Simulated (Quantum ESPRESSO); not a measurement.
# Net moment and magnetic energy of FeSi (P2_13) under biaxial strain at fixed height, PBE

The decision here is whether a stretching substrate is worth trying as a way to make an FeSi film ferromagnetic. A silicide that turns magnetic under strain would be a convenient spin source on silicon, whereas bulk FeSi is measured to be nonmagnetic. I follow the net spin moment per Fe atom in PBE as the x and y lengths of the cell are scaled and z is held. The magnetic energy gain is the energy of the spinless run less that of the run started with parallel moments, per Fe, so a positive value favours magnetism. A real film would usually thin as it is stretched, so these cells gain more volume than a film would at the same in-plane strain.

## How the numbers were made

One system, FeSi (FeSi-type, P2_13), 8 atom(s) a primitive cell, from cells typed from measured lattice constants (measured order: nonmagnetic (arxiv:1804.02036)). Quantum ESPRESSO 7.5, plane waves with GBRV 1.5 PBE pseudopotentials, cutoff 544 eV, Fermi-Dirac smearing of 0.05 eV, k meshes whose coarsest spacing along a reciprocal vector is 0.17 to 0.19 1/Å over all runs (2π included). Functional: PBE, no Hubbard U; collinear spins, no spin-orbit coupling. Atoms stay at fixed fractions of the cell and the mesh divisions are held. At each point the moments on Fe are started parallel and without spin polarisation. Runs that did not converge or carry a known fault are not listed. The same in all rows: metal or insulator in the run from the parallel start, judged by its smearing entropy or density of states at the Fermi energy (a gap under a few smearing widths counts as a metal): metal.

Notes on method and selection:

- Each state is what a run reaches from typed starting moments; the parallel order is the only magnetic one started, so the lowest found need not be the ground state. Spin-orbit coupling is left out of these energies, which are free energies at the smearing width. A magnetic atom is one that was given a starting moment.
- Site moments count the spin inside each program's own atomic sphere, so they depend somewhat on its radius and leave out the spin between the spheres.
- Where the parallel start loses a large moment from one point to the next, the run may have fallen into the spinless state although a magnetic one still exists; no run was continued from the neighbouring point.
- Quantum ESPRESSO sets the radius of an element's spheres to about 0.41 of its shortest distance to a neighbour, so it changes from cell to cell and the site moment with it.
- A measured moment is set beside the table only where the run ends ferromagnetic and the measured order is ferromagnetic too.
- Runs that did not converge, have known faults or may not be shown are not listed, and runs on Ansatz's PAW sets soft_1 and soft_2 are kept to separate tables.

Columns:

- biaxial strain: factor on the x and y lengths of the cell, z held.
- moment (μB): largest site spin moment reached from the parallel start.
- magnetic distance (Å): shortest distance between magnetic atoms.
- net moment (μB): net spin moment of that run per magnetic atom.
- magnetic energy gain (meV): energy of the run without spin polarisation less that of the parallel start, per magnetic atom (positive: magnetism is favoured).

Input lines of one member:

```
&SYSTEM
  ecutwfc = 40
  ecutrho = 280
  nbnd = 58
  occupations = 'smearing'
  smearing = 'fd'
  degauss = 0.00367493
  nspin = 2
  starting_magnetization(1) = 0.175
  starting_magnetization(2) = 0
/
&ELECTRONS
  conv_thr = 1.6d-08
  mixing_beta = 0.3
/
K_POINTS automatic
8 8 8 0 0 0
```

Command (options for logging and memory left out): `pw.x -in pw.in`

## Results

| member | biaxial strain | moment (μB) | magnetic distance (Å) | net moment (μB) | magnetic energy gain (meV) | remark |
| --- | --- | --- | --- | --- | --- | --- |
| 0.94 | 0.940 | 0.00 | 2.611 | 1.90×10⁻⁴ | −0.03 | the parallel start ends non-magnetic |
| 0.955 | 0.955 | 0.00 | 2.646 | 2.36×10⁻⁴ | −0.03 | the parallel start ends non-magnetic |
| 0.97 | 0.970 | 0.00 | 2.682 | 1.05×10⁻⁴ | −0.03 | the parallel start ends non-magnetic |
| 1.015 | 1.015 | ? | 2.767 | ? | ? |  |
| 1.03 | 1.030 | 1.10 | 2.781 | 0.9888 | 13.27 |  |
| 1.045 | 1.045 | 1.14 | 2.795 | 1.014 | 29.08 |  |
| 1.06 | 1.060 | 1.17 | 2.810 | 1.036 | 44.71 |  |

Cells marked ? are withheld until the estimate has been made.

## Why the values move as they do

The rows shown fall into two groups. At 0.940, 0.955 and 0.970 the parallel start loses its moment, and the gain of −0.03 meV is numerical residue between two runs that reach the same state. At 1.030 the net moment is already 0.9888 μB per Fe, and it then creeps up to 1.036 μB at 1.060.

Over those stretched rows the moment grows by a factor of 1.036 / 0.9888 = 1.05, while the energy gain grows by 44.71 / 13.27 = 3.37. If the gain simply followed the square of the moment, it would have risen by only about 10 %. I therefore read the magnetic state as a separate energy minimum with a moment near 1 μB, which strain lowers against the spinless one without changing it much. The slope is (44.71 − 13.27) / (1.060 − 1.030) = 1048 meV per unit strain, or about 10 meV per Fe for each per cent of stretch.

The likely mechanism is band narrowing. Spinless FeSi has narrow Fe d bands on either side of a small gap or deep dip in the density of states. A moment of 1 μB per Fe means moving half an electron per Fe from one spin to the other across that dip, which costs band energy and gains exchange energy. Stretching weakens the Fe–Si and Fe–Fe overlap, so the cost falls. The columns show the longer Fe–Fe distance, 2.781 Å at 1.030 against 2.682 Å at 0.970, but not the bands themselves.

The site moment exceeds the net moment, by 1.10 − 0.9888 = 0.11 μB at 1.030. The four Fe atoms stay equivalent under this strain, so the rest of the cell carries a small opposite spin.

The atoms were not relaxed, and the forces left on them differ between the two states in the stretched cells, so the gains could shift on relaxation.

## An estimate before looking

Plain estimates from the members shown:

- 1.015, straight-line interpolation between 0.97 and 1.03: w = (1.015 − 0.970) / (1.030 − 0.970) = 0.750, so 1.05×10⁻⁴ + 0.750 × (0.9888 − 1.05×10⁻⁴) = 0.7416 μB

The straight line between 0.970 and 1.030 gives 0.7416 μB, but it joins a spinless state to a magnetic one, and I do not trust it. The real choice at 1.015 is between almost no moment and the continuation of the magnetic branch.

The energies leave this close. Continuing the gain gives 13.27 − (1.030 − 1.015) × 1048 = −2.5 meV per Fe, so the magnetic state may lie slightly above the spinless one. A run started with a large moment can still settle there, because the moment varies so slowly along the branch. I therefore choose the magnetic branch.

The last two steps in net moment are 1.036 − 1.014 = 0.022 and 1.014 − 0.9888 = 0.0252 μB. A straight line through 1.060 and 1.045 would have put 1.030 at 1.014 − 0.022 = 0.992 μB, too high by 0.992 − 0.9888 = 0.0032 μB. Letting the next step grow by that same amount gives 0.9888 − 0.0252 − 0.0032 = 0.960 μB.

One test is thin evidence, and a moment can fall faster near the end of its branch, so I take three times that miss, 0.01 μB, as the error. It applies to the magnetic branch only; if the run collapsed to the spinless state, the estimate fails by nearly the whole moment.

**Committed estimate, 1.015: net moment = 0.96 ± 0.01 μB.**

## The answer

| member | biaxial strain | moment (μB) | magnetic distance (Å) | net moment (μB) | magnetic energy gain (meV) |
| --- | --- | --- | --- | --- | --- |
| 1.015 | 1.015 | 1.03 | 2.767 | 0.9346 | −2.23 |

| member | estimate | net moment (μB) | computed | estimate − computed | miss in error bars |
| --- | --- | --- | --- | --- | --- |
| 1.015 | committed | 0.9600 | 0.9346 | +0.02540 | 2.5 |
| 1.015 | interpolation | 0.7416 | 0.9346 | −0.1930 |  |

The estimate of 0.960 μB was too high by 0.0254 μB, 2.5 of my error bars, so it falls outside. It was still much nearer than the straight-line interpolation, which was too low by 0.193 μB.

The choice of the magnetic branch was right: the run kept its moment although the energy slightly favours the spinless state. The continuation of the gain also held, with −2.5 meV per Fe expected and −2.23 meV computed.

The smooth continuation of the moment failed. The step from 1.030 to 1.015 is 0.9888 − 0.9346 = 0.0542 μB, about twice the 0.0252 μB before it. I had named this risk and then set an error bar too small to cover it.

A moment of 0.9346 μB in a state that lies above the spinless one supports the picture of two separate energy minima. At 1.015 the magnetic one is metastable.

## Where the trend breaks

The member that departs most from its neighbours on the magnetic branch is 1.015. A straight line through 1.030 and 1.060 would give it 0.9888 − (1.036 − 0.9888) / 2 = 0.9652 μB, and the run lies 0.9652 − 0.9346 = 0.0306 μB below that. A likely reason is that the magnetic minimum becomes shallower as the cell shrinks and the d bands widen, so that its moment gives way more easily. The smearing of 0.05 eV may add to this by filling states across any small gap or dip in the density of states of one spin. Its energy is not unusual: the gain changes by 15.50 meV from 1.015 to 1.030, against 15.81 and 15.63 meV in the next two steps.

The larger break is between 0.970, with no moment, and 1.015, with 0.9346 μB. At the spacing of the other rows two more cells belong between them, one of them the unstrained cell, and both are left out of the table. It therefore cannot show where in this interval the parallel start begins to keep its moment. The three compressed cells are on the spinless branch, and their gains of −0.03 meV do not measure the energy of a magnetic state. Since 1.015 shows that a magnetic state can survive above the spinless one, such a state might also exist at 0.970 and have been missed from the typed starting moments.

## What to take away

From 1.015 to 1.060 the energy gain is close to linear in strain. Leaving out either inner row and interpolating between its neighbours recovers the gain within 0.2 meV per Fe. The larger miss in the net moment is at 1.030, 0.9888 − (0.9346 + 1.014) / 2 = 0.0145 μB. This does not carry over to the compressed cells, and it is untested for the unstrained cell, which has no row.

At fixed height and with unrelaxed atoms, the two states have equal energy at 1.015 + 0.015 × 2.23 / 15.50 = 1.017, a stretch of about 1.7 % from the measured cell. For a film this is probably too low. In every stretched cell the spinless state is left with the larger forces on Fe and the stronger pull to shrink along z, so it stands to gain more energy when the atoms relax and the film thins. Before the estimate I said only that the gains could shift on relaxation; I should have added that the shift is likely to go against magnetism. Nor need it be small: with the stiffness one would expect of a hard silicide, thinning alone could cancel a gain like the 13.27 meV per Fe at 1.030.

These runs therefore do not settle whether a stretching substrate is worth trying. They do give reason to repeat both states at 1.030 and above with the height and the atoms relaxed, and I would decide on the film from those energies.

Besides relaxation of the height and the atoms, electron correlation beyond PBE could move the threshold. A Hubbard U on Fe would be expected to favour the magnetic state and so lower the strain needed, while spin fluctuations would work against a static ordered moment. The table cannot say which would win.

[Logs are printed without paths, hosts, clocks, repeated set-up lines and the standing remarks that a program may print on its own settings, such as how far it seeks lower states.]
